Working notes: what it costs to get the non-bonding density of an alternant

Conventions. One p orbital per carbon, orthogonal basis, H = α·1 + βA with A the adjacency matrix and β < 0, so E = α + xβ with x an eigenvalue of A. For the energy scale I use the typical graphene hopping β ≈ −4.33×10⁻¹⁹ J (−2.7 eV). One operation is one floating-point addition, multiplication, division or root; memory is counted in stored numbers of 8 bytes; the unit roundoff is u = 2⁻⁵³ = 1.1×10⁻¹⁶.

What I want

In an alternant every bond joins a starred to an unstarred atom, so A has zero diagonal blocks and off-diagonal blocks B (n* × n°) and Bᵀ, and rank A = 2 rank B. A nonzero minor of order ρ contains a nonzero product of ρ entries from distinct rows and columns, that is ρ bonds sharing no atom. Hence rank B ≤ T, the maximum number of double bonds, and at least N − 2T levels sit at E = α (Longuet-Higgins, 1950). Since T ≤ min(n*, n°), N − 2T ≥ |n* − n°|. The condition A(a, b) = 0 splits into Bᵀa = 0 and Bb = 0: each non-bonding orbital (NBMO) can be put on one set, with coefficients summing to zero round every atom of the other.

Reversing the sign on one set maps x to −x, so the bonding and antibonding projectors have equal diagonals (1 − P_rr)/2, P being the projector on the NBMO space. With ν electrons in every NBMO, q_r = 1 + (ν − 1)P_rr. For an odd alternant with exactly one NBMO, P_rr = a_r² and q_r = 1 ∓ a_r² for cation and anion. With two NBMOs the unambiguous ions are the dication and dianion, q_r = 1 ∓ P_rr. My target is P_rr.

The counts are cheap, O(N) for starring and O(N^1.5) for a Hopcroft–Karp matching on a graph of bounded degree, but they are only bounds. Tetramethyleneethane (TME; C1, C2 on C3, C3–C4, C5, C6 on C4) has n* = n° = 3, so the imbalance says 0, while T = 2 gives N − 2T = 2. Cyclobutadiene has N − 2T = 0 and two zero levels.

Exact answers

TME, starring 1, 2, 4: the rule round C5 gives a4 = 0, round C3 a1 = −a2; likewise on the other set b3 = 0, b5 = −b6. So P_rr = 1/2 on the four CH2 carbons and 0 on C3, C4. The levels are x = ±2, ±1, 0, 0.

Triangulene C22H12 is the n = 3 member of the zigzag triangular graphene flakes with n rings per side. The starred atoms are the points (i, j), i + j ≤ n + 1, of a triangular grid without its three corners; an unstarred atom sits in each triangle (i,j), (i+1,j), (i,j+1). So n* = (n² + 5n)/2, n° = (n+1)(n+2)/2, N = n² + 4n + 1, with 3n° − 3 bonds. The zero-sum rule is a sweep,

a(i, j+1) = −a(i, j) − a(i+1, j),

fixed by the bottom row b_0 … b_(n+1), with b_0 = b_(n+1) = 0 and, for the apex, Σ C(n+1, i) b_i = 0. That leaves k = n − 1 = n* − n° solutions, so rank B = n°, nothing lives on the unstarred set and the count is exact.

For n = 3 (12 starred, 10 unstarred, 27 bonds) the rows, corners included, are
v1: (0,1,0,−1,0), (−1,−1,1,1), (2,0,−2), (−2,2), (0), norm² 22
v2: (0,3,−4,3,0), (−3,1,1,−3), (2,−2,2), (0,0), (0), norm² 66.
They are orthogonal by mirror symmetry, and P_rr = 8/33 = 0.242 on the three mid-edge atoms, 2/11 = 0.182 on the six other starred edge atoms and 2/33 = 0.061 on the three inner ones; the sum is 2. The model dication has q = 0.758, 0.818 and 0.939 there.

The nonzero x² are the eigenvalues λ of G = BᵀB, whose characteristic polynomial factors under C3v into (λ³ − 10λ² + 23λ − 12)(λ − 1)[(λ − 1)(λ² − 7λ + 11)]². They run from 0.7452 to 6.932, so the nearest other level is 0.863|β| = 3.7×10⁻¹⁹ J from α in the model.

Method S: zero-sum sweep

With the signs (−1)^j absorbed, k sweeps cost kn° additions. Modified Gram–Schmidt costs 3n* per vector and 4n* per pair, in all n*k(2k + 1), and summing squares 2n*k:

W_S = kn° + n*k(2k + 3) → n⁴ ≈ N², memory kn* → n³/2.

This yields all sites with no truncation error. Rounding is the catch. Each row map has norm ≤ 2 and the seed row is part of the vector, so for orthonormal seeds the singular values lie between 1 and (Σ_j 4^j)^½, and κ_S < 2^(n+2)/√3. Smooth seeds nearly double from row to row while alternating ones decay, so I expect the bound to be sharp up to a power of n. The deviation is of order uκ_S, prefactors dropped. Triangulene has κ_S = √[(22/2)/(66/34)] = 2.38 against the bound 18.5. The bound on uκ_S is 1.3×10⁻¹³ at n = 9, stays below 10⁻⁶ up to n = 31 and is 0.29 at n = 50, which guarantees nothing.

Method C: banded Cholesky

When rank B = n°, P = 1 − BG⁻¹Bᵀ on the starred set. Ordered by rows, an unstarred atom in a row of length ℓ couples at most ℓ places ahead, so a column of the factor L in G = LLᵀ costs at most (ℓ + 1)². With sums over ℓ = 1 … n + 1,

factor: K = Σ ℓ(ℓ+1)² → n⁴/4, memory Σ ℓ(ℓ+1) → n³/3.

One site needs P_rr = 1 − |L⁻¹g|², g = Bᵀe_r, adding Σ ℓ(2ℓ + 3). All sites need Z = G⁻¹ only between atoms that share a neighbour, which lie inside the band. ZL = (Lᵀ)⁻¹ is upper triangular with diagonal 1/L_ii, so for s ≥ i

Z_si = (δ_si/L_ii − Σ_(l>i) Z_sl L_li)/L_ii,

run backwards over L at 2(ℓ+1)² per column. All sites cost 3K + 7n* → 3n⁴/4. The deviation is of order uκ(G), and κ(G) grows only as n² (below). For TME G is singular and the third pivot vanishes: unpivoted C works only where the imbalance count is exact.

Method F: Chebyshev filter

Let [a, b] contain the nonzero spectrum of M = BBᵀ, Y = (b + a − 2M)/(b − a), σ = (b + a)/(b − a) = cosh γ, γ = 2 artanh√(a/b). Y equals σ on the NBMOs and lies in [−1, 1] on the rest. From v_0 = e_r, v_1 = Yv_0, v_(j+1) = 2Yv_j − v_(j−1) I get v_m = T_m(Y)e_r, and T_2m = 2T_m² − 1 gives

P̃_rr = (2|v_m|² − 1)/T_2m(σ), |P̃_rr − P_rr| ≤ (1 − P_rr)/cosh(2mγ).

A step applies Bᵀ (bonds − n° additions), B (bonds − n*) and 4n* for the combination: w = 2·bonds − n° + 3n*, for the flakes 5n° + 3n* − 6 → 4N. Per site W_F = mw + 2n*, memory 2n* + n° → 1.5N. Not knowing P_rr, I guarantee ε with m ≥ arcosh(1/ε)/(2γ). No count enters. I ignore the saving from the small support of the early v_j, so W_F is an upper count.

TME on [1, 4] has γ = ln 3 and both eigenvalues at Y = ±1, so the bound is attained: the deviation at C1 is 1/(9^m + 9^(−m)), 1.4×10⁻³ at m = 3. Reaching 10⁻⁶ takes m = 7, or 118 operations at w = 16, for what S gave by inspection.

Triangulene on [2/3, 22/3] has σ = 1.2, γ = 0.622, w = 80, and the bound falls by about 0.288 per step. At the mid-edge atom:

m | operations | P̃ − 8/33 | bound
2 | 184 | +0.0196 | 0.125
4 | 344 | −3.5×10⁻³ | 1.04×10⁻²
8 | 664 | −4.4×10⁻⁵ | 7.2×10⁻⁵
16 | 1304 | +1.2×10⁻¹⁰ | 3.4×10⁻⁹

The deviation changes sign and wanders under the bound, so I plan with the bound.

The gap for large n

Row sums give b = 9. For a, restore the three corner atoms: G₀ = 3 + adjacency of the unstarred grid. Label its sites by positive integers p + q + r = h = n + 3 and take f = sin(πp/h) sin(πq/h) sin(πr/h) = ¼[sin(2πp/h) + sin(2πq/h) + sin(2πr/h)], which vanishes on the boundary. The three moves (p+1, q−1), (q+1, r−1), (r+1, p−1) change each label by +1, 0, −1, so their sum multiplies f by 1 + 2cos(2π/h), and each raises q − p by 1 modulo 3. With ω = exp(2πi/3), ω^(q−p) f therefore has adjacency eigenvalue (ω + ω̄)(1 + 2cos(2π/h)), and G₀ has the double eigenvalue λ₀ = 4 sin²(π/h). Its envelope is nodeless and I take it as the lowest. Removing the corners subtracts 1 from three diagonal entries, so λ_min ≤ λ₀; with Σf² = 3h²/64 the first-order lowering is at most 128 sin⁴(π/h) sin²(2π/h)/h². At n = 3 this is 1/6 and the true lowering from λ₀ = 1 is 1.5 times that; at n = 9 it is 0.4 per cent of λ₀ = 0.268, and the fraction falls as h⁻⁶. I assume a = 0.9λ₀ for n ≥ 9.

Then 2γ → 7.95/h and W_F → about ½n³ ln(2/ε), or N^1.5 per site, while κ(G) ≤ 9/a ∝ h². At n = 50, 9/a = 712 and uκ(G) ≤ 7.9×10⁻¹⁴. Equating W_F with n⁴/4 puts the one-site crossover from C to F near n ≈ 2 ln(2/ε): 10.6 for ε = 10⁻², 29 for 10⁻⁶.

Operations (m in brackets; 2γ = 1.245, 0.661, 0.150; w = 80, 458, 10749):

n (N) | S, all | C, one | C, all | F, one, 10⁻² | F, one, 10⁻⁶
3 (22) | 188 | 260 | 594 | 424 (5) | 984 (12)
9 (118) | 10016 | 4785 | 11991 | 4248 (9) | 10202 (22)
50 (2701) | 6.87×10⁶ | 1.95×10⁶ | 5.56×10⁶ | 3.90×10⁵ (36) | 1.05×10⁶ (97)

Stored numbers S / C / F: 24 / 40 / 34; 504 / 440 / 181; 67375 / 46852 / 4076.

What accuracy is worth paying for

All these deviations are from the exact Hückel answer. An assumed on-site repulsion U ≈ |β| shifts a mid-edge site of the triangulene dication by UP_rr/2 = 0.12|β| in mean field, 0.14 of the distance to the next level, which suggests charge changes of order 0.03; longer-range repulsion adds to this. The charges above are therefore the model's, good to a few hundredths at best as a picture of the ion. So ε = 10⁻² serves chemistry, and 10⁻⁶ serves only tests of the model.

Cheapest choice for a stated accuracy

I treat cost ratios below 2 as ties, since the counts are not finer than that.
TME and triangulene, any ε: S. On triangulene it returns all sites at rounding level for 188 operations, 3.2 times fewer than C for all sites, and F needs 424 to guarantee 10⁻² at a single site. For one site alone C ties (ratio 1.4).
n = 9, one site: at 10⁻² F and C tie and I take C, which is exact; at 10⁻⁶ C wins by 2.1 over both S and F. All sites: S and C tie (1.2).
n = 50, one site: F wins by 5.0 over C at 10⁻² and only ties at 10⁻⁶ (1.9). All sites: C, since S has lost its guarantee in double precision and F site by site at 10⁻⁶ costs 1.44×10⁹, 258 times more.

Best choice inside a stated budget

200 operations, triangulene: S fits and is exact, F reaches m = 2 and misses by 0.0196 at one site.
5000 operations, n = 9, one site: C fits and is exact to rounding.
5×10⁵ operations, n = 50: only F fits, m = 46, one site to 2.0×10⁻³.
10⁴ stored numbers (80 kB), n = 50: only F fits, at any ε above rounding.
A large flake of TME type, with N − 2T > |n* − n°|, makes G singular and removes unpivoted C; there I run the matching first and use F, with a found anew, because the gap formula above belongs to the triangles.